# Does a coherent conductor obey the thermodynamic uncertainty relation?

**Question.** The thermodynamic uncertainty relation says that a steady current cannot be both quiet and cheap: entropy production times relative variance is at least $2k_B$. For a tunnel junction I get $Q=u\coth(u/2)\ge 2$ with $u=eV/k_BT$, as expected. I have read that phase-coherent conductors can go below 2. How does this follow from Landauer–Büttiker theory, what must the transmission look like, and which assumption of the classical proof fails?

---

**Answer.**

## 1. Definitions

Two reservoirs share the temperature $T$ and have $\mu_L-\mu_R=eV>0$, with $e>0$. $N$ is the net number of electrons passed from L to R in time $t$. For long times

$$\lambda(s)=\lim_{t\to\infty}\frac1t\ln\langle e^{sN}\rangle,\qquad C_n=\partial_s^n\lambda\big|_{s=0}.$$

The current magnitude is $I=eC_1$ and the one-sided zero-frequency noise is $S_I=2e^2C_2$. In the steady state all the work $eV$ per electron ends as heat in reservoirs at $T$, however it is shared between them, so $\sigma=IV/T=k_B\,u\,C_1$. Define

$$Q=\frac{\sigma}{k_B}\frac{C_2}{C_1^2}=u\,\frac{C_2}{C_1}=\frac{V S_I}{2k_BT\,I}.\tag{1}$$

The statement $Q\ge2$ reads $S_I\ge 4k_BT\,I/V$: the noise is at least the Johnson–Nyquist noise of the chord resistance $V/I$.

## 2. The bound for Markov jump processes

The bound was proposed by Barato and Seifert (2015) and proved by Gingrich and co-workers (2016). A short proof shows what is assumed.

Premises: a finite set of states, time-independent jump rates in continuous time, every jump reversible, a stationary distribution $p$, and local detailed balance. For each link $\ell$ (one per pair of states and reservoir) let $a_\ell$ and $b_\ell$ be the forward and backward stationary fluxes, rate times $p$. Then $\sigma=k_B\sum_\ell(a_\ell-b_\ell)\ln(a_\ell/b_\ell)$. $N$ is any weighted sum of forward minus backward jump counts.

1. Multiply forward rates by $1+\theta z_\ell$ and backward rates by $1-\theta z_\ell$, with $z_\ell=(a_\ell-b_\ell)/(a_\ell+b_\ell)$. With the same $p$ the net flux becomes $(a_\ell-b_\ell)+\theta z_\ell(a_\ell+b_\ell)=(1+\theta)(a_\ell-b_\ell)$. All net fluxes scale alike, so $p$ stays stationary and $\partial_\theta\langle N\rangle=\langle N\rangle$ at $\theta=0$.
2. The probability density of a path is $p(\text{start})$ times the rates of its jumps times $\exp(-\int\text{escape rate}\,dt)$. Its score $\Sigma=\partial_\theta\ln P$ at $\theta=0$ is the sum over directed links of $\pm z_\ell\,(\text{jump count}-\int\text{rate}\,dt)$. The increments in successive $dt$ have zero conditional mean, so they are uncorrelated, and each has variance $z_\ell^2\,\text{rate}\,dt$. Hence $\langle\Sigma^2\rangle=t\sum_\ell z_\ell^2(a_\ell+b_\ell)=t\sum_\ell(a_\ell-b_\ell)^2/(a_\ell+b_\ell)$.
3. Since $\partial_\theta\langle N\rangle=\langle N\Sigma\rangle$ and $\langle\Sigma\rangle=0$, Cauchy–Schwarz gives ${\rm Var}\,N\ge\langle N\rangle^2/\langle\Sigma^2\rangle$ (the Cramér–Rao inequality).
4. Put $a/b=e^{y}$. Then $(a+b)\ln(a/b)/(a-b)=y\coth(y/2)\ge2$, because $|\tanh(y/2)|\le|y|/2$. So $\langle\Sigma^2\rangle\le\sigma t/2k_B$, and

$$\frac{\sigma t}{k_B}\frac{{\rm Var}\,N}{\langle N\rangle^2}\ge2.\tag{2}$$

Step 2 is the one to watch. It needs jumps that occur at a rate, so that in each $dt$ the variance of a count equals its mean.

## 3. Counting statistics of a coherent conductor

Premises: non-interacting electrons, elastic scattering with a unitary scattering matrix, reservoirs that inject Fermi distributions $f_L,f_R$, and a counting time long compared with $h/k_BT$ and with the dwell time in the scatterer.

At each energy a change of basis among the channels of each lead splits the scattering matrix into $2\times2$ blocks, one per eigenvalue $\tau_n(E)$ of $t^\dagger t$. The reservoirs fill all channels of a lead equally, so this change of basis leaves the injected state unchanged. I write one channel. For several, including spin, put $\sum_n$ before every integral.

In time $t$ and energy window $dE$ a channel carries $t\,dE/h$ orthogonal incoming wave packets from each side. Pair them into slots. In a slot:

* Left filled, right empty, probability $f_L(1-f_R)$: the electron crosses with probability $\tau$, giving $+1$.
* Right filled, left empty: likewise, giving $-1$.
* Both filled: $a_L^\dagger a_R^\dagger$ maps to $\det(S)\,b_L^\dagger b_R^\dagger$, with $S$ the $2\times2$ block and $|\det S|=1$. One electron leaves on each side with certainty, giving 0.
* Both empty: 0.

With $p_+=\tau f_L(1-f_R)$, $p_-=\tau f_R(1-f_L)$ and slots independent in the long-time limit,

$$\lambda(s)=\int\frac{dE}{h}\ln\!\left[1+p_+(e^s-1)+p_-(e^{-s}-1)\right],\tag{3}$$

the formula of Levitov and Lesovik (1993). A variable taking $+1,-1,0$ has mean $p_+-p_-$ and variance $p_++p_--(p_+-p_-)^2$. With $\Delta=f_L-f_R$ one has $p_+-p_-=\tau\Delta$, so

$$C_1=\int\frac{dE}{h}\tau\Delta,\qquad C_2=\int\frac{dE}{h}\left[p_++p_--\tau^2\Delta^2\right].\tag{4}$$

## 4. Exact expression for $Q$

Since $f/(1-f)=e^{-(E-\mu)/k_BT}$, the ratio $p_+/p_-=e^{u}$ is the same at every energy. Two things follow.

First, the fluctuation relation $\lambda(s)=\lambda(-s-u)$: the substitution turns $p_+e^{s}$ into $p_+e^{-u}e^{-s}=p_-e^{-s}$ and vice versa.

Second, $(p_++p_-)/(p_+-p_-)=(e^u+1)/(e^u-1)=\coth(u/2)$, which comes out of the integral in (4). Then

$$\boxed{Q=u\coth\frac u2-u\,\frac{\int\tau^2\Delta^2\,dE}{\int\tau\Delta\,dE}}\tag{5}$$

The first term is what a single Markov link gives. The second is negative and comes from $-(p_+-p_-)^2$: a slot passes at most one electron, so its count has a variance below that of Poisson jumps with the same fluxes. This is the Pauli principle, and it is where step 2 of section 2 fails. The slots form a clocked sequence of trials with finite probabilities, which is no continuous-time rate process.

From here on $x=(E-\bar\mu)/k_BT$ with $\bar\mu=(\mu_L+\mu_R)/2$, so that $f_{L,R}=1/(e^{x\mp u/2}+1)$ and

$$\Delta=\frac{\sinh(u/2)}{\cosh x+\cosh(u/2)},\qquad 0<\Delta\le\tanh\frac u4 .\tag{6}$$

## 5. Tunnel junction and constant transmission

**Tunnel junction.** For $\tau\to0$ the second term of (5) vanishes whatever the shape of $\tau(E)$, and

$$Q=u\coth(u/2)=2+\frac{u^2}{6}-\frac{u^4}{360}+\dots\ge2.\tag{7}$$

Expanding the logarithm in (3) to first order gives $\lambda=\Gamma_+(e^s-1)+\Gamma_-(e^{-s}-1)$, two independent Poisson streams with $\Gamma_+/\Gamma_-=e^u$. Equation (7) needs only this form. It therefore survives inelastic tunnelling at lowest order in the tunnelling amplitude, provided electrodes and phonons are in equilibrium at $T$: exchanging initial and final states in the golden-rule sum changes the Gibbs weights by the factor $e^u$.

**Constant $\tau$.** One has $\int\Delta\,dx=u$, since $f_L$ is $f_R$ shifted by $u$. The algebraic identity

$$\Delta^2=f_L(1-f_R)+f_R(1-f_L)-f_L(1-f_L)-f_R(1-f_R)$$

with $\int f(1-f)\,dx=1$ gives $\int\Delta^2dx=u\coth(u/2)-2$. For many channels,

$$Q=2+\mathcal F\left[u\coth\frac u2-2\right]\ge2,\qquad \mathcal F=\frac{\sum_n\tau_n(1-\tau_n)}{\sum_n\tau_n}.\tag{8}$$

A fully open channel has $Q=2$ at every bias. It sits exactly on the bound, so a suitable energy dependence can push it below.

## 6. The criterion at order $u^2$

Let $f=1/(e^x+1)$ and $w=f(1-f)=-f'=1/[4\cosh^2(x/2)]$. Then $\Delta=u\,w+O(u^3)$, and (5) with (7) gives

$$Q=2+u^2\left(\frac16-\frac AB\right)+O(u^4),\quad A=\int\tau^2w^2dx,\quad B=\int\tau w\,dx.\tag{9}$$

The bound fails at small bias if and only if the bracket is negative (a vanishing bracket leaves the question to higher order):

$$\int\tau^2f^2(1-f)^2dE>\frac16\int\tau f(1-f)\,dE.\tag{10}$$

The remainder is $O(u^4)$ when $\tau$ is fixed relative to $\bar\mu$, because (5) is then even in $u$. If the bias shifts or deforms $\tau$, it is $O(u^3)$, and the $u^2$ term keeps its equilibrium value.

**Reading 1: curvature against partition.** From $f'=-w$ follow $w'=-w(1-2f)$ and $w''=w(1-2f)^2-2w^2=w-6w^2$, using $(1-2f)^2=1-4w$. Integrating gives $\int w^2dx=1/6$, so constant $\tau$ has $A/B=\tau/6$, in line with (8). Writing $\tau w-6\tau^2w^2=6\tau(1-\tau)w^2+\tau w''$ and integrating by parts twice,

$$\frac16-\frac AB=\frac1B\int\left[\tau(1-\tau)\,w^2+\tfrac16\,\tau''\,w\right]dx.\tag{11}$$

The partition term is never negative. Violation needs a transmission with negative thermally averaged curvature, such as a peak at the Fermi level, and close enough to 0 or 1 that partition noise does not cover it.

**Reading 2: the fourth cumulant.** The fluctuation relation makes $\lambda$ even in $y=s+u/2$. If $\lambda$ is analytic, $\lambda=c_0+c_2y^2/2+c_4y^4/24+\dots$, where $c_2$ and $c_4$ tend to the equilibrium cumulants $C_2^{\rm eq}$ and $C_4^{\rm eq}$ as $u\to0$. At $s=0$, $C_1=c_2u/2+c_4u^3/48$ and $C_2=c_2+c_4u^2/8$, so

$$Q=2\,\frac{1+c_4u^2/8c_2}{1+c_4u^2/24c_2}+\dots=2+\frac{u^2}{6}\frac{C_4^{\rm eq}}{C_2^{\rm eq}}+O(u^3).\tag{12}$$

The fluctuation relation fixes $Q\to2$ and forbids a linear term, but leaves the sign of the next term free. For (3) at $u=0$ each slot has $p_\pm=p=\tau w$, second cumulant $2p$ and fourth cumulant $2p-3(2p)^2$. So $C_4^{\rm eq}/6C_2^{\rm eq}=(2B-12A)/12B$, which is (9). A tunnel junction has $C_4^{\rm eq}=C_2^{\rm eq}$. Violation means a negative fourth cumulant of the equilibrium charge transfer.

## 7. Bounds at arbitrary bias

If $\tau\le\tau_{\max}$ for all channels and energies, (6) gives $\tau^2\Delta^2\le\tau_{\max}\tanh(u/4)\,\tau\Delta$, and

$$Q\ge u\coth\frac u2-\tau_{\max}\,u\tanh\frac u4.\tag{13}$$

**No violation for $\tau_{\max}\le2/3$.** Put $v=u/4$, $q=\tanh v$, so $\coth 2v=(1+q^2)/2q$. The right side of (13) is at least 2 when

$$\tau_{\max}\le\frac{u\coth(u/2)-2}{u\tanh(u/4)}=\frac12+\frac{1-q/v}{2q^2}.$$

This is at least $2/3$ if $(v/q)(1-q^2/3)\ge1$. With $v/q=\sum_{k\ge0}q^{2k}/(2k+1)$, the product has constant term 1 and coefficients $\frac1{2k+1}-\frac1{3(2k-1)}=\frac{4(k-1)}{3(4k^2-1)}\ge0$ for $k\ge1$. So $Q\ge2$ at every bias unless some transmission exceeds $2/3$. The threshold is sharp as $u\to0$, where a narrow window of height $\tau$ at $x=0$ has $A/B=\tau/4$.

**The floor.** For $\tau_{\max}=1$, $\coth 2v-\tanh v=(1-q^2)/2q=1/\sinh 2v$, so

$$Q\ge\frac{u}{\sinh(u/2)}=2-\frac{u^2}{12}+\dots\tag{14}$$

This replaces (2) for the conductors described by (3). It is approached by a narrow window of unit transmission at $\bar\mu$.

## 8. Two transmissions that violate the bound

**Boxcar**, $\tau=1$ for $|x|<a$ and zero outside. Then $B=\tanh(a/2)$ and $A=[B-2w'(a)]/6$ with $w'(a)=-w(a)\tanh(a/2)$, so $1/6-A/B=-1/[12\cosh^2(a/2)]$. It is negative for every width, equals $-0.066$ at $a=1$, and tends to the $-1/12$ of (14) as $a\to0$.

**Resonant level**, $\tau=\tau_0\gamma^2/[(x-x_0)^2+\gamma^2]$, with half-width $\gamma$ in units of $k_BT$ and $\tau_0\le1$.

For $\gamma\ll1$, $\int\tau\,dx=\pi\tau_0\gamma$ and $\int\tau^2dx=\pi\tau_0^2\gamma/2$, so $A/B=\tau_0w(x_0)/2\le1/8<1/6$. At finite bias the same step turns (5) into $Q=u\coth(u/2)-(\tau_0/2)\,u\,\Delta(x_0)$, which obeys (13) with $\tau_{\max}$ replaced by $1/2$, hence $Q\ge2$. This is the sequential-tunnelling regime, where a rate equation for the level holds and (2) must apply.

For $\gamma\gg1$, $\tau_0=1$, $x_0=0$, use (11) with $1-\tau\simeq x^2/\gamma^2$, $\tau''\simeq-2/\gamma^2$ and $\int x^2w^2dx=\frac16\int x^2(w-w'')dx=(\pi^2/3-2)/6$. The coefficient of $u^2$ is $-(12-\pi^2)/18\gamma^2=-0.118/\gamma^2$. At $\gamma=\pi$ numerical integration gives $A=0.1386$, $B=0.8225$, $A/B=0.1685$ and a coefficient of $-0.0019$. The violation is real but weak, because the flanks of the Lorentzian produce partition noise.

## 9. Range of validity

* Equation (2) holds for continuous-time Markov jump processes with constant rates and state variables even under time reversal, at any $t$ in the steady state.
* Equations (3)–(6), (8)–(11), (13) and (14) need non-interacting electrons in normal (non-superconducting) leads, elastic scattering, long counting times and an ideal voltage bias. A static bias-dependent potential may be absorbed in $\tau(E,V)$. Fluctuating charging effects may not.
* Equal temperatures are essential. Otherwise $p_+/p_-$ depends on energy and $\sigma$ contains the heat current.
* Equation (12) needs only the fluctuation relation and analyticity, so it covers interacting two-terminal conductors without magnetic field.
* For the tunnel junction the $u^4$ term of (7) is $u^2/60$ of the $u^2$ term, so the quadratic form serves for $u\lesssim1$.

## 10. Numbers for a tunnel junction

Take a model Al/AlO$_x$/Al junction of area $100\times100$ nm² with an assumed ohmic resistance $R=10$ kΩ at $T=300$ K. Its resistance–area product, 100 Ω µm², is chosen within the range typical of thin thermally oxidised barriers. Then $k_BT=25.85$ meV, $h/k_BT=0.16$ ps and $4k_BT/R=1.657\times10^{-24}$ A²/Hz. From (1) and (7), $S_I=2eI\coth(u/2)$.

| $V$ (mV) | $I$ (µA) | $u$ | $S_I$ ($10^{-24}$ A²/Hz) | $Q=u\coth(u/2)$ | $2+u^2/6$ | floor (14) |
|---|---|---|---|---|---|---|
| 10 | 1.0 | 0.387 | 1.68 | 2.025 | 2.025 | 1.988 |
| 25 | 2.5 | 0.967 | 1.78 | 2.153 | 2.156 | 1.924 |
| 50 | 5.0 | 1.934 | 2.14 | 2.588 | 2.623 | 1.719 |
| 100 | 10.0 | 3.868 | 3.34 | 4.033 | 4.494 | 1.142 |

$I$ and $S_I$ belong to the model through $R$. A non-ohmic characteristic would change both by the same factor and leave $Q$ alone.

**Neglected terms.** With the approximate free-electron $k_F\approx17.5$ nm⁻¹ of aluminium the area $\mathcal A$ holds $k_F^2\mathcal A/4\pi=2.44\times10^5$ channels per spin. The conductance is $1.29$ in units of $2e^2/h$, so the mean transmission is $5.3\times10^{-6}$. By (8), $Q-2$ is reduced by the fraction $\sum\tau_n^2/\sum\tau_n$. This exceeds the mean when the current favours normal incidence and thin spots, but a thousandfold concentration still leaves it near half a per cent, far from the threshold $2/3$. A typical specific capacitance of about 50 fF/µm² gives $C=0.5$ fF and $e^2/2C=0.16$ meV, which is $0.6$ per cent of $k_BT$, so charging effects are negligible.

**What $Q$ buys.** The relative uncertainty of the charge passed in time $t$ is $\epsilon=\sqrt{Q\,k_BT/W}$, with $W=IVt$ the heat released. At 50 mV and $t=1$ µs the model has $W=0.25$ pJ $=6.04\times10^7\,k_BT$ and $\epsilon=2.07\times10^{-4}$. The Markov bound for the same heat is $1.82\times10^{-4}$, and the floor (14) at this bias corresponds to $1.69\times10^{-4}$. These values count thermal and shot noise only. Real oxide junctions under bias typically add $1/f$ resistance noise, which can exceed the white level by orders of magnitude at low frequency. It raises $Q$, so (7) describes the white part of the spectrum, and the extra noise moves the junction further above 2.